# Core-hole potential versus the $Z+1$ equivalent core: K edges from Li to O

## Statement

Hartree atomic units are used (lengths in bohr), with results in eV. Potentials are potential energies of an electron. The absorber has nuclear charge $Z$, a $1s^2$ core and valence charge $Z_v=Z-2$. The 1s density of one electron is $n_\zeta(r)=(\zeta^3/\pi)e^{-2\zeta r}$. Shifts are hole minus equivalent core.

1. **Potential.** With a frozen core, removing a 1s electron and adding a proton give the same ionic tail $-(Z_v+1)/r$ and differ by
$$V_{\rm hole}-V_{Z+1}=g_\zeta(r)=e^{-2\zeta r}\left(\zeta+\frac1r\right)>0 .$$
The hole is the weaker attractor.
2. **Leading moment.** For a radial function $R_l=A_lr^l$ over the whole hole, the first-order shift is
$$\Delta_l^{(0)}=A_l^2\,\frac{(l+2)\,(2l+1)!}{(2\zeta)^{2l+2}},\qquad \Delta_0^{(0)}=\frac{2\pi}{3}\langle r^2\rangle|\psi(0)|^2=\frac{2\pi|\psi(0)|^2}{\zeta^2}.$$
3. **Range of validity.** An all-electron valence orbital varies on the same length $1/\zeta$ as the hole. In the Slater-orbital model below, the full first-order shift of a 2s level is 0.14 of $\Delta_0^{(0)}$.
4. **Channel.** A K edge probes the p channel, where the frozen Hartree shift is about 15 times smaller than for s. For boron against carbon it is 0.24 eV per unit 2p weight on the excited site. Core relaxation, core-valence exchange and valence screening are each of this size or larger.

## Proof of the potential and the moment

The radial Laplacian gives $r^{-1}(rg_\zeta)''=4\zeta^3e^{-2\zeta r}=4\pi n_\zeta$ for $r>0$, and the $1/r$ pole adds a point source, so $\nabla^2g_\zeta=4\pi[n_\zeta-\delta(\mathbf r)]$. The Hartree potential of one 1s electron is therefore $1/r-g_\zeta$. With one exponent on both sides,
$$V_{\rm hole}=-\frac{Z}{r}+\frac1r-g_\zeta,\qquad V_{Z+1}=-\frac{Z+1}{r}+\frac2r-2g_\zeta .$$
Both tend to $-(Z-1)/r=-(Z_v+1)/r$, and their difference is $g_\zeta$.

For $R_l=A_lr^l$,
$$\int_0^\infty r^{2l+2}g_\zeta\,dr=\frac{\zeta\,(2l+2)!}{(2\zeta)^{2l+3}}+\frac{(2l+1)!}{(2\zeta)^{2l+2}}=\frac{(l+2)(2l+1)!}{(2\zeta)^{2l+2}} .$$
For $l=0$, $A_0^2=4\pi|\psi(0)|^2$ gives $2\pi|\psi(0)|^2/\zeta^2$. The same follows from Green's theorem with $\nabla^2r^2=6$, which yields $\int g_\zeta\,d^3r=(4\pi/6)\langle r^2\rangle$ with $\langle r^2\rangle=3/\zeta^2$.

The next term is not small. The cusp condition gives $|\psi|^2\approx|\psi(0)|^2(1-2Zr)$. With $\int r^3g_\zeta\,dr=5/(8\zeta^3)$ and $\int r^2g_\zeta\,dr=1/(2\zeta^2)$, the relative correction is $-5Z/(2\zeta)$. For boron, $Z=5$ and $\zeta=4.6875$ give $-2.7$. The shift must be integrated with the orbital's actual inner shape.

## Consequences for pseudopotential, PAW and Ewald terms

After unscreening, both ionic pseudopotentials carry the charge $Z_v+1$, so the Ewald energy at fixed geometry is the same. At a typical core radius of 1.3 bohr, $g_\zeta$ for boron is 0.8 meV. Almost the whole difference sits inside the sphere, in the scattering properties that the projectors encode. In PAW the frozen Hartree difference enters the one-centre strengths as $\langle\phi_i|g_\zeta|\phi_j\rangle$ with all-electron partial waves. The pseudo amplitude $\tilde\psi(0)$ depends on how the function was smoothed and has no place in $\Delta_0^{(0)}$.

The moment is exact for a uniform probe. The Fourier transform is
$$g_\zeta(G)=\frac{4\pi}{G^2}\left[1-\left(1+\frac{G^2}{4\zeta^2}\right)^{-2}\right]\xrightarrow{G\to0}\frac{2\pi}{\zeta^2},$$
so the cell average of the all-electron electrostatic potential differs by $2\pi/(\zeta^2\Omega)$. With approximate hBN lattice constants $a=2.50$ Å and $c=6.66$ Å, a $4\times4\times1$ cell has $\Omega=3892$ bohr$^3$, and the average differs by 2.0 meV.

## Model and inputs

**Core.** Two electrons in one 1s function about a charge $Z$ have $E=\zeta^2-2Z\zeta+5\zeta/8$, which is least at $\zeta_0=Z-5/16$. This is the frozen exponent.

**Valence.** The neutral core-excited atom has as many valence electrons as the neutral $Z+1$ atom. Slater's rules for that atom (shielding 0.85 per 1s electron and 0.35 per other $n=2$ electron) give the approximate exponent
$$\xi=\tfrac12\,[Z+1-1.70-0.35(Z-2)]=0.325\,Z .$$
The normalised radial functions are $\phi=2\zeta^{3/2}e^{-\zeta r}$ and $\chi=(2/\sqrt3)\,\xi^{5/2}re^{-\xi r}$. The 2p orbital is $\chi$. The 2s orbital is $(\chi-S\phi)/\sqrt{1-S^2}$. With $x=\xi/\zeta$, elementary integrals give
$$S=\frac{8\sqrt3\,x^{5/2}}{(1+x)^4},\qquad g_{\phi\phi}=\frac{3\zeta}{8},\qquad g_{\chi\chi}=\frac{\zeta\,x^5(3+x)}{2(1+x)^5},$$
$$g_{\phi\chi}=\frac{4\zeta x^{5/2}}{\sqrt3}\left[\frac{6}{(3+x)^4}+\frac{2}{(3+x)^3}\right].$$
The full first-order shifts are
$$\Delta_s=\frac{g_{\chi\chi}-2Sg_{\phi\chi}+S^2g_{\phi\phi}}{1-S^2},\qquad \Delta_p=g_{\chi\chi}\equiv D(\zeta).$$
The leading moments follow from $A_0^2=4\zeta^3S^2/(1-S^2)$ and $A_1^2=4\xi^5/3$:
$$\Delta_s^{(0)}=\frac{2\zeta S^2}{1-S^2},\qquad\Delta_p^{(0)}=\tfrac32\,\zeta x^5 .$$

The host enters through one number. If a crystal state equals $c$ times the model orbital inside the core region, its shift is $w=|c|^2$ times the tabulated value.

## Frozen-core comparison

Shifts are in eV for $w=1$ and $\zeta=\zeta_0$.

| Edge (host) | $Z+1$ | $\xi$ | $x$ | $S$ | $\Delta_s^{(0)}$ | $\Delta_s$ | $\Delta_p^{(0)}$ | $\Delta_p$ |
|---|---|---|---|---|---|---|---|---|
| Li (metal) | Be | 0.975 | 0.363 | 0.318 | 17 | 2.3 | 0.69 | 0.16 |
| B (hBN) | C | 1.625 | 0.347 | 0.298 | 25 | 3.6 | 0.96 | 0.24 |
| C (graphite) | N | 1.950 | 0.343 | 0.293 | 29 | 4.2 | 1.10 | 0.28 |
| N (hBN) | O | 2.275 | 0.340 | 0.290 | 33 | 4.8 | 1.24 | 0.32 |
| O (MgO) | F | 2.600 | 0.338 | 0.287 | 38 | 5.4 | 1.39 | 0.36 |

**Growth with $Z$.** Every entry is $\zeta$ times a function of $x$, and $x$ drifts only slowly towards 0.325. The shifts therefore rise almost linearly along the row. The hole shrinks, with moment $2\pi/\zeta^2$, but the s density at the nucleus grows as $\zeta^3$. Measured against the valence kinetic scale $\xi^2/2\propto Z^2$, the shifts fall roughly as $1/Z$. For $\Delta_s$ the fraction is 18 % for Li, 10 % for B and 6 % for O. On this frozen Hartree measure the equivalent core improves along the row in relative terms and worsens in eV.

**Failure of the leading moment.** Near the nucleus the 2s orbital is a multiple of $\phi$. That piece alone gives $g_{\phi\phi}/2\zeta=3/16$ of the leading moment. The cross term, which produces the node, lowers the ratio to 0.14 in all five rows. For p the ratio is $(1+x/3)/(1+x)^5$, which is 0.25 for boron.

**Suppression for $l>0$.** Orthogonality to the core fixes the s amplitude, and $S^2\to192\,x^5$ for small $x$. The s and p shifts both start at $x^5$, so the suppression is a numerical factor and no power of a small ratio. It is 14 for Li and 15 for B and O.

**Accuracy of the s column.** The shift $\Delta_s$ depends on which end of the perturbation supplies the orbital. Orthogonalising the boron 2s function to the carbon core ($\zeta_0+1$) at unchanged $g_{\zeta_0}$ gives 2.7 eV in place of 3.6 eV. The s column is thus uncertain by about a quarter from higher orders. It also omits the 1s-2s exchange integral, 1.8 eV for boron in this model.

## Terms that rival the p shift

**Core relaxation.** The real $Z+1$ atom has the core exponent $\zeta_2=Z+11/16$. The single 1s electron left by the hole has $\zeta_1=Z$ when penetration by valence charge is neglected. The two potentials above then differ by $2g_{\zeta_2}-g_{\zeta_1}$, and the Hartree shift becomes
$$H=2D(\zeta_2)-D(\zeta_1).$$

**Exchange.** The 1s-2p exchange integral is $K=G^1/3$, where $G^1$ is the radial integral of the pair density $r^2\phi\chi$ with itself over the kernel $r_</r_>^2$, and $1/3$ is the angular factor. The pair density is $Cr^3e^{-sr}$ with $C^2=16\zeta^3\xi^5/3$ and $s=\zeta+\xi$. The double integral of $r^3e^{-sr}$ equals $21/(4s^7)$, so
$$K(\zeta)=\frac{28}{3}\,\frac{\zeta^3\xi^5}{(\zeta+\xi)^7}.$$
Write $K_1=K(\zeta_1)$ and $K_2=K(\zeta_2)$. In the $Z+1$ atom a 2p electron of either spin meets one parallel core electron and gains $-K_2$. In the hole atom the term is $-K_1$ for the triplet, $+K_1$ for the singlet that dipole absorption reaches from a closed shell, and $-K_1/2$ in a spin-averaged hole potential. The shifts are $H+K_2-K_1$, $H+K_2+K_1$ and $H+K_2-K_1/2$.

| Edge | $\Delta_p$ frozen | $H$ | $K_1$ | $K_2$ | spin-averaged | singlet |
|---|---|---|---|---|---|---|
| Li | 0.16 | 0.01 | 0.39 | 0.23 | 0.05 | 0.6 |
| B | 0.24 | 0.07 | 0.64 | 0.47 | 0.23 | 1.2 |
| C | 0.28 | 0.11 | 0.77 | 0.60 | 0.32 | 1.5 |
| N | 0.32 | 0.15 | 0.90 | 0.72 | 0.42 | 1.8 |
| O | 0.36 | 0.18 | 1.03 | 0.85 | 0.52 | 2.1 |

Relaxation cancels most of the Hartree shift in the lightest atoms. The leading p moment scales as $\zeta^{-4}$ at fixed $\xi$, so its relaxed form $2/\zeta_2^4-1/\zeta_1^4$ vanishes at $\zeta_2/\zeta_1=2^{1/4}$, that is at $Z=3.6$. With the full orbital shape the Li value stays barely positive. The fraction $H/\Delta_p$ is 0.06 for Li, 0.31 for B and 0.51 for O, and it tends to one as $\zeta_2/\zeta_1\to1$.

Exchange exceeds the Hartree term because the 1s-2p pair density carries a dipole whose field reaches beyond the core, while $g_\zeta$ comes from a neutral spherical charge and decays exponentially. The ratio $K/D$ is $56/9$ for small $x$ and 3.2 at $x=0.325$. The triplet shift is $-0.14$ eV for Li and $-0.09$ eV for B. From B to O the equivalent core lies closest to the triplet, and for Li it lies closest to the spin-averaged hole, at 0.05 eV. The near equality of the frozen and spin-averaged entries for boron is accidental, as the Li and O rows show. In a local density functional the counterpart of these terms is the exchange-correlation coupling of core and valence densities. The two potentials have different core densities, so each needs its own nonlinear core correction when it is unscreened.

## Boron in hBN against carbon

The B and N sites of hBN and the C sites of graphite have $D_{3h}$ symmetry, and the sites in MgO and bcc Li have $O_h$. For an isolated hole at the undistorted site, dipole transitions from 1s in hBN reach $a_2''$ states ($\pi^*$, $p_z$) and $e'$ states ($\sigma^*$, $p_x$ and $p_y$). The 2s orbital is $a_1'$ and mixes with neither. The direct shifts of both features are those of the p channel: 0.23 eV times $w$ for a spin-averaged hole and 1.2 eV times $w$ for the singlet. The direct part of the change in the $\pi^*$-$\sigma^*$ separation is $w_\sigma-w_\pi$ times these values, and the screening term below enters with the same weights. At the N edge of hBN and the O edge of MgO the 2p shell is largely filled, and a smaller $w$ of the empty states offsets the larger table entry.

The s shift acts indirectly, through the occupied bonds. A two-electron bond with level offset $\delta$ and hopping $t$ puts $n=1-\delta/E$ electrons on the site, with $E=\sqrt{\delta^2+4t^2}$, so $|dn/d\delta|=4t^2/E^3\le1/E$. Raising the site levels expels charge and lowers the on-site potential by an amount $v$ that obeys $v=-U\sum_b\chi_b(\Delta_b+v)$, which gives
$$v=-\frac{U\sum_b\chi_b\Delta_b}{1+U\sum_b\chi_b}.$$
Take $\chi_b=1/E_b$ with typical splittings of 20 eV for each of three $\sigma$ bonds and 10 eV for the $\pi$ bond. An $sp^2$ hybrid shifts by $(\Delta_s+2\Delta_p)/3=1.3$ eV in the frozen Hartree picture, and the $\pi$ orbital by $\Delta_p$. The on-site repulsion of $\chi$ is $93\xi/256=16.1$ eV. The repulsion from charge moved to a neighbour at $a/\sqrt3=1.44$ Å is 10.0 eV, which leaves $U=6.1$ eV when the response of the neighbour levels is ignored. The result is $v\approx-0.5$ eV, about twice $\Delta_p$ in size and opposite in sign. It is a monopole term, common to the on-site parts of $\pi^*$ and $\sigma^*$, so the separation changes by about $w_\sigma-w_\pi$ times the sum of the direct shift and $v$. For the singlet this sum is positive, and the separation narrows relative to the carbon substitution when the $\pi^*$ state has the larger weight on the site. For the spin-averaged hole the sum is about $-0.3$ eV, a difference of two comparable terms whose sign this rough estimate of $v$ does not settle.

For the boron edge, a spin-averaged core-hole potential and the carbon potential thus place the site-centred p levels within a few tenths of an eV of each other, with a net sign that only a self-consistent calculation settles. The coupling of the excited electron's spin to the remaining 1s electron, a singlet-triplet splitting $2K_1w=1.3\,w$ eV, is absent from both.